**Question.** I ran one fixed MgCuGe cell with five density functionals and expected small differences in pressure. Instead, even the sign changes. r2SCAN comes closest to zero, so can I take it as the right one and call the others wrong?

Plane-wave DFT calculations with Ansatz 0.2.0 and PAW potentials for one fixed six-atom cell of MgCuGe (space group P4/nmm), without spin polarisation or dispersion correction. All rows use an unshifted 6×6×4 k mesh and Fermi–Dirac smearing of 0.15 eV. Pressure is positive in compression.

| functional | wave cutoff | density cutoff | pressure (GPa) | largest force (eV/Å) |
| --- | --- | --- | --- | --- |
| LDA | 420 eV | 1680 eV | -5.310 | 0.273 |
| PBEsol | 420 eV | 1680 eV | -2.620 | 0.244 |
| RPBE | 420 eV | 1680 eV | 2.970 | 0.087 |
| BLYP | 420 eV | 1680 eV | 4.120 | 0.148 |
| r2SCAN | 500 eV | 2000 eV | -1.770 | 0.159 |

**Answer.** Not from these numbers. A pressure near zero means that a functional is content with this volume. That would speak for its accuracy only if the cell were known to be the true equilibrium cell, and the table doesn't say where the cell comes from. Besides, r2SCAN lies only 0.85 GPa from PBEsol and was run with higher cutoffs, so even the order of these two is not secure.

The table does reveal a failure, though, without any measured value. Positive pressure means that the cell pushes outward. LDA gives −5.31 GPa and BLYP +4.12 GPa for the same atoms at equal cutoffs, a span of 9.4 GPa. The cell has only one true pressure, so at least one of the two must be wrong by half the span, about 4.7 GPa, or more. The k mesh is coarse and its effect on the pressure was not tested, but all rows share it, so part of that error should cancel in the difference.

For a feeling of what this means in practice, divide the pressure by the bulk modulus, the stiffness against compression. With an assumed rough value of 70 GPa, LDA wants a volume about 8% smaller and BLYP one about 6% larger. Averaged over the three directions, that is a change of roughly 2 to 3% in each lattice edge.

The cause lies in how each functional treats uneven electron density. LDA handles every point as if it sat in a uniform electron gas, and so misses exchange energy that a strongly varying density gains. Gradient-corrected functionals add this energy. Pulling atoms apart usually makes the density between them more uneven, so the correction favours expansion and acts as an outward push. The more strongly a functional rewards gradients, the more positive its pressure at a given cell should be.

A simple model tests how far this idea carries. Let $s$ be the reduced gradient, which measures how quickly the density changes on the scale of the local electron wavelength, and let $F(s)$ be the factor by which exchange exceeds its LDA value. Assume that the outward push is proportional to $F-1$ at one typical gradient, and set the scale by the step from LDA to RPBE:

$$P \approx P_{\mathrm{LDA}} + \left(P_{\mathrm{RPBE}}-P_{\mathrm{LDA}}\right)\frac{F-1}{F_{\mathrm{RPBE}}-1}$$

Take PBEsol, which played no part in setting the scale. At $s=0.5$ the exchange formulas put its $F-1$ at 0.56 of the RPBE value. The step from LDA to RPBE is 8.28 GPa, so the model predicts $-5.31+0.56\times 8.28\approx -0.7$ GPa. The calculation gives −2.62 GPa: the direction is right, but the predicted push is too strong by about 2 GPa. Choosing $s=1$ hardly changes this. The model can't place r2SCAN, whose exchange factor depends on the kinetic energy density of the electrons as well as on $s$.

What the model leaves out is correlation, whose gradient term works against that of exchange. For gentle gradients it cancels the exchange term in RPBE almost exactly, while in PBEsol it outweighs it by roughly a fifth. The outward steps from LDA to these two functionals should thus come mainly from steeper gradients, where exchange is expected to win. Because correlation takes back a larger share of the exchange push in PBEsol than in RPBE, PBEsol should land lower than the model puts it, and it does. The model doesn't test the size of this effect.

BLYP shows a different weakness. The exchange model would put it at about 2.4 to 3.6 GPa, depending on whether $s$ is 1 or 0.5, but it comes out higher still. Its correlation part, LYP, does not reproduce the uniform electron gas, a known handicap in metals. At the average density of the outer electrons here it gives only about 59% of the correct uniform-gas correlation energy. Pressure, however, depends on how that energy changes with density, and there the two differ much less: a crude estimate gives an extra outward push of the order of half a GPa. That is about the size of BLYP's excess for $s=0.5$, but well below that for $s=1$. Since the estimate leaves out the gradient terms of LYP and the d electrons of copper, it can only suggest a contribution.

The forces give another reason not to pick a functional just because its pressure is close to zero. RPBE has the smallest largest force, 0.087 eV/Å, although its pressure is well above zero; r2SCAN has the pressure nearest zero but a larger force, 0.159 eV/Å. In BLYP the forces on both pairs of atoms that are free to move even point the opposite way from those in the other four rows. Changing the functional thus alters the preferred atomic positions as well as the preferred volume.

So take the wide span, not the sign change, as the warning that the choice of functional matters for this compound. In a sufficiently compressed cell all five pressures would be positive, and the functionals would still be expected to disagree. To decide between them, relax both cell and atoms with each functional, on a denser k mesh and at cutoffs tested for the pressure, and compare the resulting lattice edges with measured ones.
